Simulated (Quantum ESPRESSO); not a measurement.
# Net moment and magnetic energy of FeSi (P2_13) under tetragonal distortion at fixed volume, in LDA

In FeSi each iron atom has seven silicon neighbours, and the mixing of Fe 3d with Si 3p states leaves a narrow gap in place of the large moment of elemental iron. The measured order is nonmagnetic. A compound of this kind may lie close to a magnetic instability, which matters for strained films, where a substrate imposes a distortion that the bulk crystal would not adopt. The calculations stretch or compress the cell along z at constant volume, with the atoms at fixed fractions of the cell. The net moment is given per Fe atom. The magnetic energy gain is the energy without spin polarisation less that of the parallel start, also per Fe atom, and the strain energy is counted from the cubic cell per atom of any kind.

## Method

One system, FeSi (FeSi-type, P2_13), 8 atom(s) a primitive cell, from cells typed from measured lattice constants (measured order: nonmagnetic (arxiv:1804.02036)). Quantum ESPRESSO 7.5, plane waves with GBRV 1.5 LDA pseudopotentials, cutoff 544 eV, Fermi-Dirac smearing of 0.05 eV, k meshes whose coarsest spacing along a reciprocal vector is 0.17 to 0.19 1/Å over all runs (2π included). Functional: LDA, no Hubbard U; collinear spins, no spin-orbit coupling. Atoms stay at fixed fractions of the cell and the mesh divisions are held. In the given cell the shortest lattice vector along z is 4.489 Å long and the shortest in the xy plane 4.489 Å. At each point the moments on Fe are started parallel and without spin polarisation. Runs that did not converge or carry a known fault are not listed. The same in all rows: metal or insulator in the run from the parallel start, judged by its smearing entropy or density of states at the Fermi energy (a gap under a few smearing widths counts as a metal): metal.

Notes on method and selection:

- Each state is what a run reaches from typed starting moments; only the parallel order and a state without spin polarisation were started, so the lowest found need not be the ground state. Spin-orbit coupling is left out of these energies, which are free energies at the smearing width. A magnetic atom is one that was given a starting moment.
- Site moments count the spin inside each program's own atomic sphere, so they depend somewhat on its radius and leave out the spin between the spheres.
- Quantum ESPRESSO sets the radius of an element's spheres to about 0.41 of its shortest distance to a neighbour, so it changes from cell to cell and the site moment with it.
- A measured moment is set beside the table only where the run ends ferromagnetic and the measured order is ferromagnetic too.
- Runs that did not converge, have known faults or may not be shown are not listed, and runs on Ansatz's PAW sets soft_1 and soft_2 are kept to separate tables.

Columns:

- tetragonal distortion: factor on the z length of the cell at fixed volume.
- moment (μB): largest site spin moment reached from the parallel start.
- magnetic distance (Å): shortest distance between magnetic atoms.
- net moment (μB): net spin moment of that run per magnetic atom.
- magnetic energy gain (meV): energy of the run without spin polarisation less that of the parallel start, per magnetic atom (positive: magnetism is favoured).
- energy (meV per atom): free energy of the run from the parallel start less that in the given cell, per atom of any kind (the energy–volume or strain-energy curve, whose curvature gives an elastic modulus).

## Numbers

| member | tetragonal distortion | moment (μB) | magnetic distance (Å) | net moment (μB) | magnetic energy gain (meV) | energy (meV per atom) | remark |
| --- | --- | --- | --- | --- | --- | --- | --- |
| 0.9043 | 0.904 | 0.3168 | 2.633 | 0.2927 | 1.577056 | 124.8 |  |
| 0.9287 | 0.929 | ? | 2.661 | ? | ? | ? |  |
| 0.9528 | 0.953 | 0.0017 | 2.691 | 0.00151 | −0.000057 | 27.4 | the parallel start ends with little or no moment |
| 0.9765 | 0.977 | 0.0000 | 2.722 | 5.03×10⁻⁵ | 0.000001 | 6.4 | the parallel start ends with little or no moment |
| 1 | 1.000 | 0.0001 | 2.753 | 5.55×10⁻⁵ | −0.000005 | 0.0 | the parallel start ends with little or no moment |
| 1.0232 | 1.023 | 0.0000 | 2.735 | 3.07×10⁻⁵ | 0.000027 | 5.7 | the parallel start ends with little or no moment |
| 1.0461 | 1.046 | 0.0005 | 2.718 | 4.66×10⁻⁴ | −0.000012 | 21.5 | the parallel start ends with little or no moment |
| 1.0688 | 1.069 | 0.1080 | 2.703 | 0.09818 | 0.029343 | 46.0 | the parallel start ends with little or no moment |
| 1.0913 | 1.091 | 0.2717 | 2.689 | 0.2493 | 0.870077 | 77.4 |  |

Cells marked ? are withheld until the estimate has been made.

## Interpretation

The five members from 0.9528 to 1.0461 end with net moments of at most 0.00151 μB, and their energy gains, below 0.0001 meV in size, are numerical noise. Moments appear at larger distortion of either sign: 0.2927 μB at 0.9043, 0.09818 μB at 1.0688 and 0.2493 μB at 1.0913. The member 1.0688 is remarked as having little or no moment, but its gain of 0.029 meV is far above the noise, so it is better read as weakly magnetic.

The shortest Fe–Fe distance falls from 2.753 Å in the cubic cell to 2.633 Å at 0.9043 and 2.689 Å at 1.0913. Shorter contacts usually broaden the d bands and weaken magnetism, so they have the wrong sign to explain the moments. A likelier cause is that the distortion splits band-edge states which cubic symmetry keeps degenerate, narrows or closes the gap and raises the density of states at the Fermi level until the Stoner condition is met. The label "metal" on the cubic cell does not contradict a narrow gap, since a gap under a few smearing widths counts as metallic.

Near such an onset the energy gain should grow as the fourth power of the moment. Between 1.0913 and 0.9043 this gives (0.2927 / 0.2493)⁴ = 1.90, against a ratio of gains of 1.577 / 0.870 = 1.81. The agreement is poorer for 1.0688, where a moment slightly short of convergence would be enough to account for the difference.

Magnetism hardly affects the cost of the distortion. At 0.9043 the gain is 1.577 / 2 = 0.79 meV per atom of any kind, against a strain energy of 124.8 meV. Relaxing the atomic positions could move the onset.

## Prediction

Plain estimates from the members shown:

- 0.9287, straight-line interpolation between 0.9043 and 0.9528: w = (0.929 − 0.904) / (0.953 − 0.904) = 0.510, so 0.2927 + 0.510 × (0.00151 − 0.2927) = 0.1441 μB

The straight-line estimate of 0.1441 μB treats 0.9528 as the point where the moment starts to rise, although the onset may lie at stronger compression. A moment that sets in continuously also follows a square root rather than a line.

In a cubic crystal a volume-conserving strain changes the tendency to magnetism first in second order. With $e = \ln c$, where $c$ is the distortion factor, this suggests $m^2 = A(e^2 - e_0^2)$. The squared moments, in μB², are 0.2493² = 0.06215, 0.09818² = 0.00964 and 0.2927² = 0.0857. The squared strains are (ln 1.0913)² = 0.007634, (ln 1.0688)² = 0.004427, (ln 0.9043)² = 0.01012 and (ln 0.9287)² = 0.00547. The two magnetic members under extension give A = (0.06215 − 0.00964) / (0.007634 − 0.004427) = 16.4 μB² and e₀² = 0.004427 − 0.00964 / 16.4 = 0.00384. Tried on 0.9043, the formula gives √(16.4 × (0.01012 − 0.00384)) = 0.32 μB against 0.2927 μB in the table. It also leaves 0.9528 without a moment, as found.

For 0.9287, e² = 0.00547. Keeping the onset and taking the amplitude from 0.9043, on the same side, gives 0.2927 × √((0.00547 − 0.00384) / (0.01012 − 0.00384)) = 0.15 μB.

The main uncertainty is the onset under compression, which need not equal that under extension. If A is kept instead and the onset is shifted to reproduce 0.9043, the result is √(0.0857 − 16.4 × (0.01012 − 0.00547)) = 0.10 μB. The difference of 0.05 μB is taken as the standard deviation.

**Committed estimate, 0.9287: net moment = 0.15 ± 0.05 μB.**

## Check

| member | tetragonal distortion | moment (μB) | magnetic distance (Å) | net moment (μB) | magnetic energy gain (meV) | energy (meV per atom) |
| --- | --- | --- | --- | --- | --- | --- |
| 0.9287 | 0.929 | 0.1872 | 2.661 | 0.1714 | 0.227076 | 65.8 |

| member | estimate | net moment (μB) | computed | estimate − computed | miss in error bars |
| --- | --- | --- | --- | --- | --- |
| 0.9287 | committed | 0.1500 | 0.1714 | −0.02140 | 0.4 |
| 0.9287 | interpolation | 0.1441 | 0.1714 | −0.02727 |  |

The estimate of 0.15 μB lies 0.02 μB below the computed 0.1714 μB, inside its error bar of 0.05 μB. The straight line gave 0.1441 μB, so the gain over it is only 0.006 μB.

The result is consistent with a continuous onset at a similar strain on both sides, though the straight line did almost as well, so this is a weak test. The formula from the two stretched members, used without rescaling, would have given √(16.4 × (0.00547 − 0.00384)) = 0.16 μB, so matching its amplitude to 0.9043 made the estimate slightly worse. The alternative that kept the slope and moved the onset to stronger compression gave 0.10 μB and failed.

With 0.1714² = 0.0294, the squared moment under compression rises by (0.0857 − 0.0294) / (0.01012 − 0.00547) = 12.1 μB² per unit of squared strain, against 16.4 μB² under extension. Cubic symmetry allows such a difference through a third-order term in the strain. The result fits a Stoner instability brought on by distortion, but the closing of a gap remains a conjecture, as no column gives the density of states.

## Residuals

No member stands apart in the moment: the five least distorted cells are nonmagnetic within the numerical noise, and on each side the moment grows with distortion beyond them.

The energy gains do depart from the fourth-power rule. The gain divided by the fourth power of the net moment, in meV/μB⁴, is 0.029343 / 0.09818⁴ = 316 at 1.0688, 0.227076 / 0.1714⁴ = 263 at 0.9287, 0.870077 / 0.2493⁴ = 225 at 1.0913 and 1.577056 / 0.2927⁴ = 215 at 0.9043, so it falls steadily as the moment grows. The earlier suggestion that the moment at 1.0688 was short of convergence is therefore less likely, since 0.9287 departs in the same direction. A possible cause is that the quartic coefficient of the magnetic energy itself changes with strain, as it can when the density of states varies rapidly near the Fermi level.

## Closing remarks

At fixed volume and fixed atomic fractions, the moment sets in between 0.9528 and 0.9287 under compression and between 1.0461 and 1.0688 under extension. For a strained film this means that, at fixed volume, the z length must change by roughly 5 to 7 % before a moment appears in this model. Within the magnetic ranges shown, the square-root form missed by 0.02 to 0.03 μB in its two trials.

The strain energy gives the shear modulus $C' = (C_{11} - C_{12})/2$ at the volume held here. For a volume-conserving strain $e$, $C' = E/(1.5\,e^2 V)$, with $V$ = 4.489³ / 8 = 11.3 Å³ per atom. The two members nearest the cubic cell average (6.4 + 5.7) / 2 = 6.05 meV, or 6.05 / 1000 = 0.00605 eV, at a mean e² of ((ln 0.9765)² + (ln 1.0232)²) / 2 = 0.000546, so C′ = 0.00605 / (1.5 × 0.000546 × 11.3) = 0.65 eV/Å³, or about 105 GPa. Letting the atoms relax with the strain would normally lower it.

Thermal spin fluctuations would act against the order: the largest gain, 1.6 meV per Fe, corresponds to only about 20 K. The electronic smearing of 0.05 eV is far larger than this gain, so the onset may also depend on the smearing chosen.
